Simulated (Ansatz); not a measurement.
**A substitution series on C: F to Br**

On one C centre that keeps Cl, n of the F ligands are replaced by Br. The HOMO–LUMO gap y in eV at wB97M-V/def2-TZVPP. Shapes, held fixed at every level: PBE0-D4/def2-TZVP. Programs: Ansatz 0.2.0.

| molecule | n | y (eV) |
| --- | --- | --- |
| CClF3 | 0 | 14.84 |
| CBrClF2 | 1 | ? |
| CBr2ClF | 2 | 10.86 |
| CBr3Cl | 3 | 10.26 |

Q: Fit y = c + s·n to the known rows and predict CBrClF2.

A: 
1. Means of the 3 rows: n = 1.66667, y = 11.987.
2. Σ(Δn)² = 4.6667, Σ(Δn·Δy) = -7.4333, so the slope is -7.4333/4.6667 = -1.5928.
3. Intercept: 11.987 − (-1.5928) × 1.66667 = 14.642. The largest residual of the fit is 0.60.
4. CBrClF2: 14.642 + (-1.5928) × 1 = 13.05 eV.

The run gave 11.99 eV, so the prediction is off by +1.06 eV, more than the scatter of the fit. The step per swap changes from -2.85 to -0.60 eV along the series, so a line misses the bend. Other levels give for CBrClF2: SPW92/def2-TZVPP 5.09; PBE-D4/def2-TZVPP 5.15; BHLYP-D4/def2-TZVPP 9.84 eV. Orbital gaps aren't excitation energies, and the LUMO depends on the basis. Relativity is left out for Br unless named.

The gap falls with every replacement of F by Br, but the first swap accounts for most of the drop and each later one adds less. This suggests a change of frontier-orbital character followed by saturation. In CClF3 the highest occupied level should be mainly a Cl lone pair and the lowest empty one C–Cl antibonding, since the F lone pairs lie deeper and the C–F σ* levels higher. The first Br brings a higher-lying 4p lone pair and a weaker C–Br bond with a low σ* orbital, so the gap is probably narrowed from both sides. Further Br atoms mainly mix and split levels of a kind already present. The fit thus overshoots at CBrClF2 because its only Br-free point differs in kind from the others.

The semilocal gaps for CBrClF2 nearly coincide and lie far below the hybrid ones, probably reflecting the share of exact exchange. With those levels given for one molecule only, the data don't show whether the curvature of the series depends on the functional.
